**Seminar: thermal Hall effect and the Wiedemann–Franz law in a two-orbital model**

For independent electrons (charge $-e$, Fermi function $f$, $\Omega=\nabla_k\times i\langle u|\nabla_k u\rangle$),
$$\sigma_{xy}(E)=-\frac{e^2}{\hbar}\sum_n\!\int\!\frac{d^3k}{(2\pi)^3}\,\Omega_n^z\,\theta(E-\varepsilon_n),\qquad \kappa_{xy}=\frac{1}{e^2T}\int\! dE\,(E-\mu)^2(-f')\,\sigma_{xy}(E),$$
while $\sigma_{xy}(T)=\int dE\,(-f')\,\sigma_{xy}(E)$. Here $j_x=\sigma_{xy}E_y$, and $q_x=-\kappa_{xy}\partial_yT$ at uniform electrochemical potential. Expanding about $\mu$ with $x=(E-\mu)/k_BT$, $\langle x^2\rangle=\pi^2/3$, $\langle x^4\rangle=7\pi^4/15$, the ratio $L=\kappa_{xy}/T\sigma_{xy}(T)$ obeys
$$\frac{L}{L_0}=1+\frac{8\pi^2}{15}(k_BT)^2\frac{\sigma_{xy}''}{\sigma_{xy}}+\dots,\qquad L_0=\frac{\pi^2k_B^2}{3e^2}=2.443\times10^{-8}\ \mathrm{V^2K^{-2}}.$$

My model has two orbitals ($\boldsymbol\tau$ are Pauli matrices, the in-plane lattice constant is 1):
$$H=\frac{\hbar^2k_z^2}{2m}+\frac G2\,(1+\hat{\mathbf d}\cdot\boldsymbol\tau),\qquad \mathbf d=(\sin k_x,\ \sin k_y,\ 1-\cos k_x-\cos k_y).$$
Each $k_z$ slice has two flat levels, $\varepsilon_z=\hbar^2k_z^2/2m$ and $\varepsilon_z+G$, with Chern numbers $-1$ and $+1$.

*Question: is $z$ the hexagonal axis of Mn$_3$Sn and Mn$_3$Ge?*

No, $z$ is the Hall vector, which lies in their kagome plane.

I solve the model at the edge, without the general formula. One chiral mode per slice spans $\varepsilon_z<E<\varepsilon_z+G$. Velocity cancels density of states, so its charge current is $-(e/h)\int f\,dE$ and its heat current $(1/h)\int(E-\mu)f\,dE$. Let opposite edges differ by $\delta\mu=-eV$ or by $\Delta T$, and use $\partial_\mu f=-f'$, $\partial_Tf=-(E-\mu)f'/T$. Both general integrals appear, with $e^2/h$ inside the window and zero outside. Summing slices with $dk_z/2\pi$,
$$\sigma_{xy}(E)=\sigma_0\,\frac{\sqrt E-\theta(E-G)\sqrt{E-G}}{\sqrt\mu}\quad(E>0),\qquad\sigma_0=\frac{e^2}{h}\frac{k_F}{\pi},\qquad\mu=\frac{\hbar^2k_F^2}{2m}.$$
The bulk formula gives the same from the Chern numbers. Integrate by parts, with $\eta=\mu/k_BT$, $g=G/k_BT$ and $F_j(\eta)=-\mathrm{Li}_{j+1}(-e^\eta)$:
$$\sigma_{xy}(T)=\sigma_0\frac{A(\eta)-A(\eta-g)}{\sqrt\eta},\qquad\kappa_{xy}=\sigma_0\frac{k_B^2T}{e^2}\,\frac{K(\eta)-K(\eta-g)}{\sqrt\eta},$$
$$A=\Gamma(\tfrac32)F_{-1/2},\qquad K=\Gamma(\tfrac72)F_{3/2}-2\eta\,\Gamma(\tfrac52)F_{1/2}+\eta^2\,\Gamma(\tfrac32)F_{-1/2}.$$
For $0<\mu<G$, $\sigma''/\sigma=-1/4\mu^2$, so the expansion predicts $L/L_0\approx1-2\pi^2/15\eta^2$.

Assumed inputs: $\mu/k_B=1000$ K (86.2 meV, held fixed), $G=2\mu$, $k_F=0.25$ Å$^{-1}$. This $k_F$ gives $\sigma_0=308$ S/cm and was chosen to reproduce the typical low-temperature 300 S/cm of Mn$_3$Ge. The model's values:

| $T$ (K) | $\eta$ | $\sigma_{xy}$ (S/cm) | $\kappa_{xy}$ (W K$^{-1}$m$^{-1}$) | $L/L_0$ exact | $L/L_0$ from $\sigma''$ |
|---|---|---|---|---|---|
| 100 | 10 | 307 | 0.0738 | 0.984 | 0.987 |
| 250 | 4 | 296 | 0.152 | 0.839 | 0.918 |

*Question: why does the $\sigma''$ term fail at 250 K?*

The lower band alone gives 0.91. The rest is the upper band, whose opposite curvature starts $4k_BT$ above $\mu$. There $K(-4)/K(4)=0.511/5.815$, whereas $A(-4)/A(4)=0.0160/1.937$: the heat weight $x^2(-f')$ reaches further than the charge weight. That threshold is invisible to derivatives at $\mu$.

*Question: so the violation needs no inelastic scattering?*

None, only the shape of $\sigma_{xy}(E)$. For $\mu>G$ the curve is convex and $L$ first rises above $L_0$.

*Question: experiments run at zero charge current. Does that matter?*

It subtracts $T\alpha\sigma^{-1}\alpha$, with $\alpha$ the thermoelectric tensor. In a metal with $\sigma_{xx}\gg\sigma_{xy}$ and Seebeck coefficient $S$, the $xy$ part is $T(2S\alpha_{xy}-S^2\sigma_{xy})$ to first order in Hall terms. The leading-order Mott relation gives $|\alpha_{xy}/\sigma_{xy}|=(\pi^2/3)(k_B/e)/2\eta=35\ \mu$V/K at 250 K. With an assumed $|S|=10\ \mu$V/K the two terms are about 0.03 and 0.004 of $L_0T\sigma_{xy}$, against a drop of 0.16.

*Question: how close is this to the compounds?*

As typical knowledge, not a measurement: $L$ falls below $L_0$ above roughly 100 K in Mn$_3$Ge and stays near $L_0$ in Mn$_3$Sn, and the Hall conductivity of Mn$_3$Ge drops several-fold towards room temperature. I chose a concave $\sigma_{xy}(E)$ and the scale of $\mu$ to mimic the first trend, so it is no prediction. A Mn$_3$Sn-like case needs small $\sigma''/\sigma$. My bands ignore the weakening magnetic order, so the model's $\sigma_{xy}$ and $\kappa_{xy}$ at 250 K exceed typical Mn$_3$Ge values by a factor of a few.